**Question**

The molecule in the table is a five-membered ring that contains silicon and one C=C bond. It carries a vinyl group and an amine group. The table lists its five lowest singlet excitations, all at the same geometry.

Vertical singlet excitations of C=C[C@@H]1C=C[C@H](NC)[SiH2]1 (C7H13NSi) in the gas phase, calculated with PySCF 2.14.0 at the TDA-BHandHLYP/def2-SVP level with density fitting and a frozen core in the response. The geometry is one conformer optimised with GFN2-xTB. The last two columns name the orbital pair with the largest weight in each state.

```
row  singlet energy (eV)  singlet oscillator strength  singlet exciton size (Å)  singlet orbital overlap lambda  singlet main from  singlet main to
  1                6.100                        0.006                     3.430                           0.480               HOMO             LUMO
  2                6.870                        0.045                     3.180                           0.480               HOMO           LUMO+3
  3                7.000                        0.405                     3.450                           0.700             HOMO-1             LUMO
  4                7.150                        0.020                     3.450                           0.420               HOMO           LUMO+2
  5                7.300                        0.023                     3.690                           0.560             HOMO-2             LUMO
```

An excitation leaves a hole where the electron came from. The exciton size is the root-mean-square distance between that hole and the excited electron. Lambda measures how far the two orbitals of a pair occupy the same space, with their signs ignored. The oscillator strength says how strongly light drives the excitation.

The orbitals of the same calculation have these characters:

- HOMO: mainly the nitrogen lone pair
- HOMO-1: mainly the π bond of the vinyl group
- HOMO-2: mainly the π bond of the ring
- LUMO: a π* orbital shared by both C=C bonds
- LUMO+2: mainly on silicon

Two of the states are strong mixtures, so their labels in the table tell only part of the story:

- Row 2 is about 48 % HOMO to LUMO+3, 21 % HOMO to LUMO+1 and 13 % HOMO-1 to LUMO. Its electron is spread over the N–H hydrogen, silicon and carbon.
- Row 5 is about 36 % HOMO-2 to LUMO and 36 % HOMO to LUMO+1. The LUMO+1 is spread over both C=C bonds and silicon.

The calculation also gives the distance between the centres of hole and electron, the width of each, and their correlation. The correlation is positive when the electron tends to be on the same side as the hole.

- Row 1: distance 1.675 Å, hole width 1.987 Å, electron width 2.394 Å, correlation 0.073
- Row 2: distance 0.667 Å, hole width 2.295 Å, electron width 2.593 Å, correlation 0.195
- Row 3: distance 0.452 Å, hole width 2.581 Å, electron width 2.526 Å, correlation 0.102
- Row 4: distance 1.902 Å, hole width 1.989 Å, electron width 2.192 Å, correlation 0.052
- Row 5: distance 1.764 Å, hole width 2.364 Å, electron width 2.663 Å, correlation 0.171

(a) Rows 3 and 4 have the same exciton size. Are they the same kind of excitation? Explain also why row 2 is the smallest and row 5 the largest.

(b) Why does one state take most of the oscillator strength, and why is row 2 brighter than row 1 at equal lambda?

(c) Estimate the energies of rows 3 and 4 from that of row 1. The LUMO+2 lies 1.03 eV above the LUMO, and the HOMO-1 lies 0.55 eV below the HOMO.

**Model answer**

**(a) Two ways to be large**

An electron and a hole can be far apart on average for two reasons. Their centres may be displaced from each other, or both may be spread out around a common centre. The exciton size adds the two effects:

size² = (distance of centres)² + (squared widths of hole and electron) − (correlation term)

The last term is twice the correlation times the two widths. It is positive when the electron tends to be on the same side as the hole, which brings the two closer together. In Å², the two rows give

row 3: 0.2 + 13.0 − 1.3 = 11.9

row 4: 3.6 + 8.8 − 0.5 = 11.9

Both square roots are 3.45 Å, but the excitations are of different kinds. In row 3 the hole has its largest share on the vinyl group and a smaller one on nitrogen, and the electron is spread over both C=C bonds. Both are wide, and their centres nearly coincide. This is mainly a π→π* excitation with little net shift of charge. In row 4 a compact hole on nitrogen faces a compact electron on silicon, so charge has moved from the amine to the silicon. The dipole moments confirm it: about 7.3 D in row 4 against 0.8 D in row 3.

Row 1 resembles row 4, with the ring's C=C bond as the main acceptor. Row 2 also starts from nitrogen, but its electron is spread over the N–H hydrogen, silicon and carbon. The centres therefore stay close, and the correlation term is the largest of the five. Together these make row 2 the smallest exciton, although its hole and electron are not the narrowest.

Row 5 is the largest because it is both displaced and wide. Its label, HOMO-2 to LUMO, describes only about 36 % of the state; HOMO to LUMO+1 has nearly the same weight. The orbital gaps of these two configurations differ by only 0.29 eV, which makes strong mixing plausible. In the mixed state the hole covers both nitrogen and the ring π bond, while about half of the electron is on the vinyl group.

**(b) What makes a state bright**

The oscillator strength is proportional to the excitation energy times the square of the transition dipole. Row 3 is 67 times as strong as row 1. The energy supplies a factor of only 1.15 and the squared dipole a factor of 58. The contrast therefore lies in the shapes of the orbitals.

The transition dipole comes from the product of the orbital that is emptied and the one that is filled. For π and π* on the same C=C bond, this product is large and has opposite signs at the two ends of the bond. It acts as a strong oscillating dipole along the bond. For a lone pair on nitrogen and a π* orbital on the ring, the product is small, and the contributions of its parts to the dipole can largely cancel. This is why row 3 holds 81 % of the summed strength of the five states. Row 5 also involves π and π* orbitals, but its hole and electron lie largely on different groups, which helps to explain why it is weak.

Overlap is needed for a large dipole, but it does not guarantee one. Rows 1 and 2 share a lambda of 0.480, yet row 2 is about 7.5 times as strong. Lambda ignores the signs that decide whether the contributions add or cancel.

Row 2 probably owes much of its strength to row 3. The configuration that dominates row 3, HOMO-1 to LUMO, makes up about 78 % of that state and about 13 % of row 2. If strength simply followed this weight, row 2 would have about 0.065; the calculation gives 0.045. The estimate has the right order but is crude, because the dipoles of different configurations add with their signs before they are squared. The transition dipole of row 2 also points within about 11° of that of row 3. This fits borrowing but does not prove it, since the dipole of row 5 lies almost as close to that axis.

**(c) What sets the energies**

To a first approximation, an excitation costs the gap between two orbitals, less the attraction between electron and hole. Rows 1 and 4 have the same hole and nearly the same exciton size, so their attractions should be similar. Only the acceptor orbital changes:

row 4: 6.10 + 1.03 = 7.13 eV

The calculation gives 7.15 eV. So close a match may be partly luck, since neither state is purely one pair of orbitals. Row 1 serves as the reference, so row 4 is the only test of the rule for nitrogen-centred charge transfer.

For row 3 the acceptor stays the same and the hole moves down to the HOMO-1:

row 3: 6.10 + 0.55 = 6.65 eV

The calculation gives 7.00 eV, which is 0.35 eV higher. Theory offers a reason for the failure. In a singlet excitation, the product of the two orbitals repels itself electrostatically, and this exchange repulsion raises the energy. It is large for the concentrated dipole of a π→π* state and small when hole and electron sit on different atoms. The feature that makes row 3 bright should therefore also push it up. The attraction may differ as well, since equal root-mean-square distances do not ensure equal Coulomb energies.

**Remarks on the reasoning**

A large exciton is not by itself a sign of charge transfer. The distance between the centres accounts for 30 % of the squared size in row 4 and for only 2 % in row 3. In another molecule with an amine and a C=C bond that are not conjugated with each other, the first question should be where the hole and the electron are. If they share the same π bond, a bright state is likely; if they sit on separate groups, a weak state with a large change of dipole is likely.

The energy order deserves less trust than the characters. In this basis set row 1 is well separated, 0.77 eV below row 2, but rows 2 to 5 lie within 0.43 eV of one another. Errors of a few tenths of an eV are usual for this kind of calculation, so these four could change places. The method also leaves out states in which two electrons are excited at once. The results hold for one conformer in the gas phase: turning the amine group could change the distances and the mixing, and a polar solvent could shift states with large dipoles, such as rows 1 and 4, relative to row 3. A functional with much less exact exchange would be expected to lower states with clear charge transfer, such as rows 1 and 4, relative to row 3. It weakens the long-range attraction, but it shrinks the orbital gap by more than that.

The basis set sets a further limit. Amines have excitations from the lone pair into very diffuse Rydberg orbitals in this energy range, and a small basis without diffuse functions usually places them too high. With diffuse functions added, such a state could fall near row 1 or even below it. The electron in row 2 may be a compressed stand-in for such an orbital, which is a guess that a basis with diffuse functions could test. The small size of row 2 should not be taken as a firm property of the molecule.

The strengths call for similar care. The Tamm-Dancoff approximation does not preserve the sum rule for oscillator strengths, so their absolute values are approximate. The contrast between row 3 and the other four, a factor of about nine or more, is too large to be put down to this and has a clear origin in the orbitals. For someone reading an absorption spectrum, the model assigns the strong band near 7 eV, in the vacuum ultraviolet, mainly to the C=C bonds rather than to the amine.

The output below gives the parts of each exciton size, the transition dipoles and the orbital-step estimates.

Output of the analysis:

```
Parts of the squared exciton size in square angstrom:
  row  centre distance in angstrom  distance squared  widths squared  correlation subtracted  size rebuilt in angstrom  distance share in percent
    1                        1.675             2.806           9.679                  0.6945                     3.434                       23.8
    2                        0.667            0.4449           11.99                   2.321                      3.18                      4.398
    3                        0.452            0.2043           13.04                    1.33                     3.452                      1.714
    4                        1.902             3.618           8.761                  0.4534                     3.453                      30.34
    5                        1.764             3.112           12.68                   2.153                     3.693                      22.82
Transition dipoles and strengths:
  row  dipole in au  strength rebuilt  angle to row 3 axis in degrees
    1        0.2011          0.006046                           37.88
    2        0.5174           0.04506                           11.46
    3         1.537            0.4054                               0
    4        0.3353           0.01969                           82.26
    5        0.3604           0.02324                           12.37
Share of row 3 in the summed strength of the five states, percent: 81.16
Strength of row 3 over row 1, from the rebuilt values: 67.05
Part of that ratio due to the energy: 1.148
Part of that ratio due to the squared dipole: 58.43
Strength of row 2 over row 1 at equal lambda, from the rebuilt values: 7.454
Strength of row 2 if all borrowed from row 3 by weight: 0.06462
Step from LUMO to LUMO+2, eV: 1.026
Energy of row 4 less row 1, eV: 1.05
Step from HOMO-1 to HOMO, eV: 0.5477
Energy of row 3 less row 1, eV: 0.9
Row 3 above the orbital-step estimate, eV: 0.3523
Difference of the two orbital gaps mixed in row 5, eV: 0.294
Energy of row 2 less row 1, eV: 0.77
Energy of row 5 less row 2, eV: 0.43
```
